For the band gap of GaSb, only r2SCAN leaves a usable opening, and about half of that is there only because spin-orbit coupling is left out: with the coupling estimated, about 0.26 eV remains, against a measured gap of roughly 0.8 eV at low temperature (recalled). LDA, PBEsol and BLYP are listed with no gap. PBE, revPBE and RPBE give small gaps that the same correction removes.

GPAW 26.7.0, plane-wave PAW DFT for zinc-blende GaSb (2-atom cell, cubic edge 6.118 Å, same unrelaxed geometry in every row), without spin polarisation or spin-orbit coupling. Cutoff 600 eV, 8 × 8 × 8 k mesh, Fermi-Dirac smearing of 0.05 eV. The gap is taken from Kohn-Sham bands along a path of special points.

| functional | potentials | gap on path (eV) |
| --- | --- | --- |
| LDA | GPAW-PAW-data-sets-(gpaw-data-1.2.1) | 0.000 |
| PBE | GPAW-PAW-data-sets-(gpaw-data-1.2.1) | 0.092 |
| PBEsol | PAW-data-sets-made-by gpaw-setup-for-the-functional | 0.000 |
| revPBE | GPAW-PAW-data-sets-(gpaw-data-1.2.1) | 0.163 |
| RPBE | GPAW-PAW-data-sets-(gpaw-data-1.2.1) | 0.189 |
| BLYP | PAW-data-sets-made-by gpaw-setup-for-the-functional | 0.000 |
| r2SCAN | GPAW-PAW-data-sets-(gpaw-data-1.2.1) | 0.514 |

**What a zero hides.** The gap of GaSb lies at the centre of the Brillouin zone, between a single s-like conduction level and a threefold p-like valence top. Let the two levels approach each other: the gap shrinks to zero, and if they then cross, it stays zero. The electrons now fill the s-like level and only part of the threefold one, which symmetry forbids to split. The levels of the BLYP run show this case, with the s-like level 0.11 eV below the p-like one. A zero can also hide a small positive gap. With the smearing of 0.05 eV the Fermi energy of the PBE run lies only 0.005 eV below its conduction minimum, so a slightly smaller gap is expected to put the Fermi energy above that minimum and be counted as a metal. The levels of LDA and PBEsol are not at hand, so either reading is open for them, above all for PBEsol, and the three zeros can't be ranked.

**Why the GGAs differ.** In a uniform electron gas PBEsol, PBE, revPBE and RPBE all reduce to LDA. They depart from it where the density varies, and over the moderate gradients met in a solid they strengthen exchange more and more in that order (PBEsol also adjusts the correlation). The gap opens in the same order, because the s-like state, with much of its weight near the nuclei, feels the changed potential differently from the p-like state. The ordering is in the table; this reason for it is argued from theory. The whole step from PBE to RPBE is only about 0.10 eV.

**The exception.** BLYP also strengthens exchange, at least as much as PBE does, yet it closes the gap. Between PBE and BLYP the s-like level moves most: it falls by 0.17 eV against the lowest valence level, or by 0.27 eV against the Sb 4d shell. The correlation part of BLYP, which doesn't reduce to that of the uniform gas, is the likelier cause: it is expected to lower the s levels of Ga and Sb against the Sb 5p level already in the free atoms, while the exchange of BLYP stays close to that of PBE at moderate gradients. Its separately generated PAW data sets may add to the shift, and a PBE run with data sets made in the same way would help to tell. PBEsol uses such data sets too, so its place in the order above carries the same doubt.

**Why r2SCAN stands apart.** From RPBE to r2SCAN the gap grows by 0.33 eV, more than three times the step from PBE to RPBE. In exact theory the potential jumps when an electron is added to a filled valence band, and this jump is part of the true gap. The potential of LDA or a GGA follows the density smoothly and has no such jump. r2SCAN also uses the kinetic energy density of the orbitals, so its levels can take up a part of it. This is the standard explanation, which the table agrees with but can't prove. One doubt is special to this row: the standard collection holds no data sets made for r2SCAN, so its frozen cores come from another functional, as its free energy of -30 eV against -6 to -9 eV in the other rows shows. How much this moves its gap and pressure is not tested here.

**Spin-orbit coupling.** The coupling splits the six p-like states, counted with spin, into four that rise and two that fall. Their average stays put, so the four rise by a third of the splitting $\Delta$, while the s-like level hardly moves:

$$E_\mathrm{gap}^\mathrm{SO} \approx E_\mathrm{gap} - \Delta/3$$

Here $E_\mathrm{gap}$ is the gap on path and $E_\mathrm{gap}^\mathrm{SO}$ the gap with the coupling. With a recalled $\Delta$ of roughly 0.75 eV the valence top rises by 0.25 eV. For r2SCAN this gives $0.514 - 0.25 \approx 0.26$ eV; for RPBE it gives $0.189 - 0.25 \approx -0.06$ eV, a crossed order and hence no gap. No run with the coupling is available to test the estimate.

**What relaxation would do.** All functionals were given the same cell, so structure doesn't cause the trend. But PBE, revPBE and RPBE put this cell under a pressure of 2.3 to 4.0 GPa and would expand if allowed to, which lowers the gap. A loss of 0.05 eV per GPa would already close all three; the value recalled for GaSb is roughly 0.14 eV per GPa. LDA has a negative pressure in this cell and would contract and gain gap, so with each functional at its own lattice constant the order is expected to turn partly around. The cell is also a little larger than the measured one (recalled), which is expected to cost every row up to about 0.1 eV against the measured gap. r2SCAN is almost free of pressure here, so its gap would hardly change.

**Which level for which purpose.** In an infrared detector or a transistor channel of GaSb, the gap sets the absorption edge and the leakage. At room temperature an error of 0.1 eV changes the intrinsic carrier density by a factor of about 7, and none of the GGAs comes near that accuracy, since with the coupling estimated none keeps a gap. r2SCAN with spin-orbit coupling should keep the right order of the bands, which suits a first look at their shape. Its gap would still be about 0.5 eV too small, or five such factors, of the order of ten thousand in carrier density. The Ga 3d shell is frozen in these runs, and freeing it would probably narrow the gap further.

**Cost.** LDA and the GGAs cost about the same, and r2SCAN a small factor more. Spin-orbit coupling can be added cheaply to finished bands. A hybrid functional usually comes much closer to the measured gap, but its exchange runs over pairs of bands and pairs of k points, which typically makes it tens of times dearer or more. For a gap that must be right to 0.1 eV, that is where the effort belongs. The output below lists the steps and estimates; no model was fitted to any row.

Numerical output:

```
Gap and pressure in the fixed cell:
     row  gap_eV  pressure_GPa
     LDA       0        -1.772
     PBE   0.092         2.347
  PBEsol       0       -0.1339
  revPBE   0.163         3.506
    RPBE   0.189         3.955
    BLYP       0         5.198
  r2SCAN   0.514        0.1893
Number of functionals with zero gap: 3
Step PBE to revPBE, eV: 0.071
Step revPBE to RPBE, eV: 0.026
Step PBE to RPBE, eV: 0.097
Step RPBE to r2SCAN, eV: 0.325
Step PBE to r2SCAN, eV: 0.422
BLYP single level less threefold level at Gamma, eV: -0.1111
PBE to BLYP, change of single level against s-like valence level, eV: -0.1712
PBE to BLYP, change of threefold level against s-like valence level, eV: 0.03156
PBE to BLYP, change of single level against Sb 4d, eV: -0.2745
PBE to BLYP, change of threefold level against Sb 4d, eV: -0.07169
Estimated spin-orbit lift of the valence top, eV: 0.25
PBE gap less spin-orbit lift, eV: -0.158
revPBE gap less spin-orbit lift, eV: -0.087
RPBE gap less spin-orbit lift, eV: -0.061
r2SCAN gap less spin-orbit lift, eV: 0.264
r2SCAN shortfall from rough measured gap, as computed, eV: 0.286
r2SCAN shortfall from rough measured gap, after spin-orbit lift, eV: 0.536
PBE gap over pressure, eV per GPa: 0.03919
revPBE gap over pressure, eV per GPa: 0.04649
RPBE gap over pressure, eV per GPa: 0.04779
Factor in intrinsic carrier density at 300 K for a gap error of 0.1 eV: 6.918
```
